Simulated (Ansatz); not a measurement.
# C: sound and stiffness along [100], [110] and [111]

All numbers below come from DFT LDA, scalar-relativistic, plane waves, PAW (Ansatz 0.2.0). Cutoff 420 eV, 12×12×12 k-points (Γ-centred), fixed occupations. No spin polarisation.

The cell, relaxed at this level:
```cif
data_structure
_symmetry_space_group_name_H-M 'P 1'
_symmetry_Int_Tables_number 1
_cell_length_a 2.4973
_cell_length_b 2.4973
_cell_length_c 2.4973
_cell_angle_alpha 60.000
_cell_angle_beta 60.000
_cell_angle_gamma 60.000
_cell_volume 11.01
loop_
_atom_site_label
_atom_site_type_symbol
_atom_site_fract_x
_atom_site_fract_y
_atom_site_fract_z
_atom_site_occupancy
C1 C 0.00000 0.00000 0.00000 1
C2 C 0.25000 0.25000 0.25000 1
```

With ions relaxed, on the cubic axes: C11 = 1106.3, C12 = 148.0, C44 = 592.3 GPa. The density is 3.622 g/cm³.

Problem. Is the crystal stable against strain, and how anisotropic is it?

Solution. Born's conditions hold: C11 + 2C12 = 1402.2, C11 − C12 = 958.3 and C44 = 592.3 GPa are all positive. B = (C11 + 2C12)/3 = 467.4 GPa. The two shear moduli are C44 and C′ = (C11 − C12)/2 = 479.2 GPa, so Zener's ratio is A = C44/C′ = 1.24: the tetragonal shear C′ is the soft one, as in many fcc and bcc metals and zincblende crystals. The Cauchy pressure C12 − C44 is -444.3 GPa; it would vanish for pair forces between atoms on inversion centres at zero pressure, and a negative value is usual with directional bonding, though many-body forces give one in some ionic oxides too.

Problem. Give the sound speeds along the three symmetry directions.

Solution. The Christoffel equation gives ρv² for each branch:
```tsv
direction	branch	ρv²	GPa	v (m/s)
[100]	L	C11	1106.3	17477
[100]	T (×2)	C44	592.3	12788
[110]	L	(C11 + C12 + 2C44)/2	1219.4	18349
[110]	T, u ∥ [001]	C44	592.3	12788
[110]	T, u ∥ [1-10]	(C11 − C12)/2	479.2	11502
[111]	L	(C11 + 2C12 + 4C44)/3	1257.1	18630
[111]	T (×2)	(C11 − C12 + C44)/3	516.9	11946
```

Problem. How does Young's modulus depend on direction?

Solution. Inverting gives S11 = 0.933, S12 = -0.110, S44 = 1.688 TPa⁻¹. Along a unit vector (l, m, n), 1/E = S11 − 2(S11 − S12 − S44/2)(l²m² + m²n² + n²l²), where the last bracket is 0, 1/4 and 1/3 for [100], [110] and [111]: E = 1071, 1199 and 1249 GPa. With A > 1 the body diagonal is stiffest. For a film on (001), the biaxial modulus is C11 + C12 − 2C12²/C11 = 1215 GPa and the normal strain is −2C12/C11 = -0.27 times the in-plane one.

Cost: 2 runs of about 1.6 core-minutes in all, on Intel Xeon Platinum 8488C (Sapphire Rapids) (shared hosts).

Both shear moduli, 479.2 and 592.3 GPa, exceed the bulk modulus of 467.4 GPa, so diamond resists a change of shape even more than a change of volume. This reflects its short, strong sp³ bonds: carbon has no p shell in its core, its 2p orbitals are compact, and bending the tetrahedral bond angles, though still much easier than stretching the bonds, costs far more than in silicon or germanium. The same angular rigidity keeps C12 small beside C11, hence the weak lateral contraction under uniaxial load.

Young's modulus and the longitudinal sound speed both rise from [100] through [110] to [111], the direction in which one set of bonds is loaded head-on. The anisotropy is nevertheless modest, since stiff angles also support loads that don't run along a bond.

The density and the elastic constants lie somewhat above the measured ones, probably because LDA overbinds and the static lattice omits zero-point expansion. Stability against small uniform strains doesn't settle diamond's energy relative to graphite, nor its strength at large strain.
